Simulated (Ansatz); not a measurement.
Ti: pressure and energy less free atoms against volume scale

Periodic Kohn-Sham DFT of a crystal at fixed atoms, scaled to volume_scale times the given cell; pressure positive in compression, energy less spherical unpolarised free atoms, largest_vzz the field gradient of largest size among the nuclei. The results are calculated, by Ansatz 0.2.0.

The cell before it is scaled or strained (space group Im-3m, No. 229):
```
Ti
1.0
     -1.6410     1.6410     1.6410
      1.6410    -1.6410     1.6410
      1.6410     1.6410    -1.6410
Ti
1
Direct
  0.00000 0.00000 0.00000
```

Settings of every row: method all-electron LAPW; functional PBEsol; relativity scalar; k mesh 17x17x17; filling fermi-dirac; smearing width 0.08 eV; basis error target 1 meV/atom; nucleus gaussian.

Atom start moment: 0 on all atoms.

| row | volume scale | V (Å³/atom) | pressure (GPa) | energy less free atoms (eV/atom) |
| --- | --- | --- | --- | --- |
| 1 | 0.94 | 16.616 | -0.3 | -7.1362 |
| 2 | 0.96 | 16.969 | -2.565 | -7.133 |
| 3 | 0.98 | 17.323 | -4.63 | -7.125 |
| 4 | 0.99 | 17.499 | -5.592 | -7.1193 |
| 5 | 1 | 17.676 | -6.511 | -7.1127 |
| 6 | 1.01 | 17.853 | -7.387 | -7.105 |
| 7 | 1.02 | 18.03 | ? | ? |
| 8 | 1.04 | 18.383 | -9.779 | -7.0765 |
| 9 | 1.06 | 18.737 | -11.193 | -7.0533 |

Question: what pressure and energy less free atoms should row 7 give?

Worked fit of pressure. Take u = (V_r/V)^(2/3) − 1 with V_r = 17.587 Å³ an atom, which is twice the finite (Eulerian) strain; such expansions in the strain, on which the Birch-Murnaghan equation of state is built, carry the rest volume and the bulk modulus. The shown rows have u = 0.03859, 0.02413, 0.01013, 0.00335, -0.00336, -0.00996, -0.02908, -0.04135. Least squares give pressure = −6.0531 + 137.119 × u + 309.87 × u² GPa; a straight line predicts inner rows, each left out in turn, worse (root mean square 0.16 against 0.0018 GPa). The rows lie off it by 0.000, -0.001, 0.002, -0.002, -0.001, 0.001, -0.001, 0.000. The withheld row has u = -0.01645, so the fit gives −6.0531 + 137.119 × (-0.01645) + 309.87 × (-0.01645)² = -8.225 GPa.

The calculation gave -8.223 GPa. The fit lies 0.002 GPa (0.018 % of the column's range) below it; its largest miss of a shown row is 0.002 GPa.

Worked fit of energy less free atoms. Take u = (V_r/V)^(2/3) − 1 with V_r = 17.587 Å³ an atom, which is twice the finite (Eulerian) strain; such expansions in the strain, on which the Birch-Murnaghan equation of state is built, carry the rest volume and the bulk modulus. The shown rows have u = 0.03859, 0.02413, 0.01013, 0.00335, -0.00336, -0.00996, -0.02908, -0.04135. Least squares give energy less free atoms = −7.11616 − 1.0014 × u + 12.521 × u² eV/atom; a straight line predicts inner rows, each left out in turn, worse (root mean square 0.0066 against 6.5e-05 eV/atom). The rows lie off it by 0.0000, 0.0000, 0.0000, 0.0001, 0.0000, -0.0001, 0.0000, 0.0000. The withheld row has u = -0.01645, so the fit gives −7.11616 − 1.0014 × (-0.01645) + 12.521 × (-0.01645)² = -7.0963 eV/atom.

The calculation gave -7.0964 eV/atom. The fit lies 0.0001 eV/atom (0.12 % of the column's range) above it, one unit of the last digit.
